How much energy does it take to remove an electron from AlH in its triplet state, and how elaborate must a calculation be to give that energy reliably? The best estimate is 6.421 eV, with the atoms held fixed and the core electrons left uncorrelated; the errors below are measured against this value, not against experiment. The triplet is an excited state of the molecule, with a bonding σ pair, one further σ electron and one π electron, so this is not the ionisation energy of ground-state AlH. Two tolerances help to judge the levels: 0.1 eV for a rough ionisation threshold, and 1 kcal/mol, about 43 meV, for energetics of chemical quality.

Vertical ionisation of triplet AlH to the doublet cation at the PBE0/def2-TZVP geometry, computed with AFQMC (own program) afq 1 and Ansatz 0.2.0. The basis is cc-pVQZ except in the CBS rows, which give the basis limit. Wave-function levels use UHF determinants (FCI: restricted open-shell) and frozen cores; the best estimate has FCI as its reference level.

| level | this level less the best estimate at the basis limit (meV) | statistical noise, one standard error (meV) |
| --- | --- | --- |
| HF | -346.0 | 0.000 |
| MP2 | -98.0 | 0.000 |
| CCSD | -51.0 | 0.000 |
| CCSD(T) | -25.0 | 0.000 |
| ph-AFQMC/HF | 7.0 | 22.000 |
| ph-AFQMC/CISD | -22.0 | 1.000 |
| released AFQMC | -18.0 | 1.000 |
| free AFQMC | -15.0 | 1.000 |
| FCI | -15.0 | 0.000 |
| HF/CBS | -343.0 | 0.000 |
| MP2/CBS | -85.0 | 0.000 |
| CCSD(T)/CBS | -10.0 | 0.000 |
| PBE | 21.0 | 0.000 |
| r2SCAN | 110.0 | 0.000 |
| PBE0 | 44.0 | 0.000 |
| B3LYP | -70.0 | 0.000 |
| wB97M-V | -304.0 | 0.000 |
| B2PLYP | -163.0 | 0.000 |

**Why the simpler levels come out too low**

Electrons avoid one another, and this correlated motion lowers their energy. Hartree–Fock (HF) leaves it out, while MP2, CCSD and CCSD(T) recover it in growing measure. The neutral molecule has one electron more than the cation and therefore more correlation to lose. A level that misses part of it places the neutral too high by more than the cation, and the ionisation energy comes out too low.

Full configuration interaction (FCI) treats the correlation of the valence electrons exactly within a basis, so it isolates the error of each method. Its frozen core is built from slightly different orbitals than in the other levels, so differences of about 1 meV should not be interpreted. Against FCI in the same basis, HF is too low by 331 meV, MP2 by 83, CCSD by 36 and CCSD(T) by 10. HF thus fails both tolerances. MP2 serves for a rough threshold, and the coupled-cluster levels bring the method error below 1 kcal/mol. With the basis error included, however, CCSD is 51 meV too low and misses that tolerance, while CCSD(T) still meets it.

These errors are what remains after cancellation between the two charge states. In the triplet alone, the HF energy lies 1641 meV above FCI, yet only a fifth of that reaches the ionisation energy, and the same fraction holds for MP2. For CCSD the triplet error is just 59 meV, but three fifths of it survive. The better method has much less error to cancel, and it also cancels less completely.

**A count of pairs and triples**

The reason can be sought in what each method leaves out. HF lacks the correlation of electron pairs, which is strongest between opposite spins. CCSD treats pairs well but lacks the joint motion of three electrons, and in the triplet adding these triples in full closes its gap to FCI to within about 1 meV. The question is then how many pairs and triples disappear with the electron.

The triplet has three valence electrons of up spin and one of down spin; the cation has two and one. Triples that contain both spins are formed from two up electrons and the down electron, which gives three in the triplet and one in the cation. The triplet's single triple of three up electrons is set aside, because equal spins already keep apart. If all the mixed-spin triples weigh the same, two thirds of the CCSD error should survive: ⅔ × 59 ≈ 39 meV, against the computed 36 meV. The estimate has no adjustable constant and takes only the triplet's error as input.

The same count does worse for pairs. Opposite-spin pairs fall from three to two. With the weaker same-spin pairs set aside, a third of the HF error should then survive, or about 547 meV, well above the computed 331 meV. The likely reason is that the pairs are not equal. The two electrons of the bonding σ pair share one orbital, correlate most strongly, and should remain together in the cation, so that their contribution largely cancels. Triples need not be equal either, so the good result for them may be partly chance: it is compatible with the picture but does not prove it. The output below lists the estimates beside the computed differences.

In this picture, what counts is which strongly correlated groups the departing electron breaks up. If a tight pair stays intact, much of the pair error cancels. Triples are lost in a larger proportion, which would explain why so much of the CCSD error survives here and why the (T) correction is worth having.

**Method and basis must improve together**

CCSD(T) in the cc-pVQZ basis is 25 meV below the best estimate. Of this, 10 meV belong to the method and 15 meV to the finite basis. A larger basis alone leaves the first part, and FCI in the same basis leaves the second. This clean division is built into the best estimate, which adds the step from CCSD(T) to FCI to the CCSD(T) basis limit, so it does not test whether the two errors really add.

For MP2 the balance is different. Going to the basis limit improves it by 13 meV but still leaves it 85 meV too low, so the effort is better spent on a higher rung. By formal scaling, doubling the size of a system multiplies the cost of MP2 by about 32 and that of CCSD(T) by about 128. FCI grows far faster: counted before symmetry is used, from about 8 million determinants here to some 10¹⁵ for eight valence electrons, four of each spin, in twice as many orbitals. It is a benchmark for small molecules, not a routine tool.

**What the random walks add**

Auxiliary-field quantum Monte Carlo (AFQMC) samples the correlated state by random walks. Its phaseless form (ph-AFQMC) controls the noise with a trial wave function, at the price of a bias. With an HF trial the result is only 7 meV from the best estimate, but its standard error is 22 meV, so the close agreement is no proof of accuracy. Bringing the noise down to 5 meV would take about 19 times as many samples, and the bias would remain.

A better trial, of CISD type, cuts the noise to 1 meV and leaves the ionisation energy 7 meV below FCI. Releasing the constraint reduces the difference to 3 meV, and free projection, which has no constraint, agrees with FCI. This sequence is what a small constraint bias would produce. For either tolerance, the phaseless calculation with the CISD trial is already sufficient here.

**Density functionals follow another order**

PBE is 21 meV above the best estimate and so meets the stricter tolerance. PBE0 lies at its edge with 44 meV, while r2SCAN is 110 meV too high. More elaborate functionals are thus not more accurate for this ionisation. PBE's success may come from errors that cancel between neutral and cation, a guess that a single energy difference leaves untested.

The largest errors among the functionals are those of wB97M-V, 304 meV too low, and B2PLYP, 163 meV too low. The table does not show why, and these values alone should not be carried over to other molecules.

In practice, CCSD(T) in cc-pVQZ is the sensible choice for this ionisation when 1 kcal/mol is needed, while MP2, 98 meV too low in this basis, meets 0.1 eV with almost no margin. If the 25 meV that CCSD(T) still lacks matter, improve the basis and the treatment of triples together. Use PBE as a cheap first value only after checking it against CCSD(T) on a closely related molecule.

The analysis program printed:

```
HF gap less full CI gap, same basis, meV: -331
MP2 gap less full CI gap, same basis, meV: -83
CCSD gap less full CI gap, same basis, meV: -36
CCSD(T) gap less full CI gap, same basis, meV: -10
HF energy of the triplet above full CI, meV: 1641
MP2 energy of the triplet above full CI, meV: 427.9
CCSD energy of the triplet above full CI, meV: 59.04
CCSD(T) energy of the triplet above full CI, meV: 15.31
share of the HF triplet error that survives in the gap, percent: 20.17
share of the MP2 triplet error that survives in the gap, percent: 19.4
share of the CCSD triplet error that survives in the gap, percent: 60.98
share of the CCSD(T) triplet error that survives in the gap, percent: 65.32
HF gap error if one of three equal opposite-spin pairs is lost, meV: -546.9
CCSD gap error if two of three equal mixed-spin triples are lost, meV: -39.36
share of the CCSD triplet error that (T) removes, percent: 74.07
HF step from cc-pVQZ to the basis limit, meV: 3
MP2 step from cc-pVQZ to the basis limit, meV: 13
CCSD(T) step from cc-pVQZ to the basis limit, meV: 15
phaseless AFQMC with HF trial less full CI, gap, meV: 22
phaseless AFQMC with CISD trial less full CI, gap, meV: -7
released AFQMC less full CI, gap, meV: -3
factor in samples to bring the HF-trial noise down to 5 meV: 19.36
phaseless AFQMC with CISD trial, triplet energy above full CI, meV: 9.36
last release point, triplet energy above full CI, meV: 3.28
one kcal/mol in meV: 43.36
span of the six functionals, meV: 414
cost factor of MP2 when the system doubles, fifth power: 32
cost factor of CCSD(T) when the system doubles, seventh power: 128
determinants for 3 up and 1 down electrons in 84 orbitals, before symmetry: 8003856
determinants for 4 up and 4 down electrons in 168 orbitals, before symmetry: 1.025e+15
```
